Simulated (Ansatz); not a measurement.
A series in volume per atom on BiIr

All results are calculated (Ansatz 0.2.0). Periodic Kohn-Sham DFT of a crystal at fixed atoms; pressure and stress are positive in compression; the energy is the free energy less that of spherical unpolarised free atoms; site moments are those in the method's own spheres, positive along +z.

Cell of the first row (space group F-43m, No. 216):
```
cell vectors (Å)
   0.0000     3.0050     3.0050
   3.0050     0.0000     3.0050
   3.0050     3.0050     0.0000
atoms (fractions of the cell vectors)
Ir  0.00000  0.00000  0.00000
Bi  0.25000  0.25000  0.25000
```

Settings of every row: method frozen-core PAW; functional PBE; relativity scalar; k mesh 11x11x11; filling fermi-dirac; smearing width 0.03 eV; wave cutoff 420 eV; paw set soft_2.

Atom start moment: 0 on all atoms.

Limits: no spin-orbit coupling on heavy atoms; the cell comes from a prototype or a list of computed structures and needn't be the stable phase.

```
row  volume per atom (Å³)  pressure (GPa)
  1                27.136           6.071
  2                27.988           2.794
  3                28.853           0.012
  4                29.719          -2.311
  5                30.584               ?
```

Question: what pressure should row 5 give?

Worked fit of pressure. Take u = (V_r/V)^(2/3) − 1 with V_r = 28.421 Å³ an atom, which is twice the finite (Eulerian) strain; such expansions in the strain, on which the Birch-Murnaghan equation of state is built, carry the rest volume and the bulk modulus. The shown rows have u = 0.03133, 0.01029, -0.01001, -0.02933. Least squares give pressure = 1.3385 + 137.263 × u + 439.07 × u² GPa; a straight line predicts inner rows, each left out in turn, worse (root mean square 0.26 against 0.0077 GPa). The rows lie off it by 0.001, -0.003, 0.004, -0.001. The pressure vanishes at u = -0.0101, or V = 28.86 Å³ an atom, and there the bulk modulus at fixed shape and fractions is B = −V dP/dV = (2/3)(1 + u) dP/du = 84.7 GPa. The withheld row has u = -0.04772, so the fit gives 1.3385 + 137.263 × (-0.04772) + 439.07 × (-0.04772)² = -4.212 GPa.

The calculation gave -4.251 GPa. The fit lies 0.039 GPa (0.38 % of the column's range) above it; its largest miss of a shown row is 0.004 GPa. This row lies beyond the range of the fit.
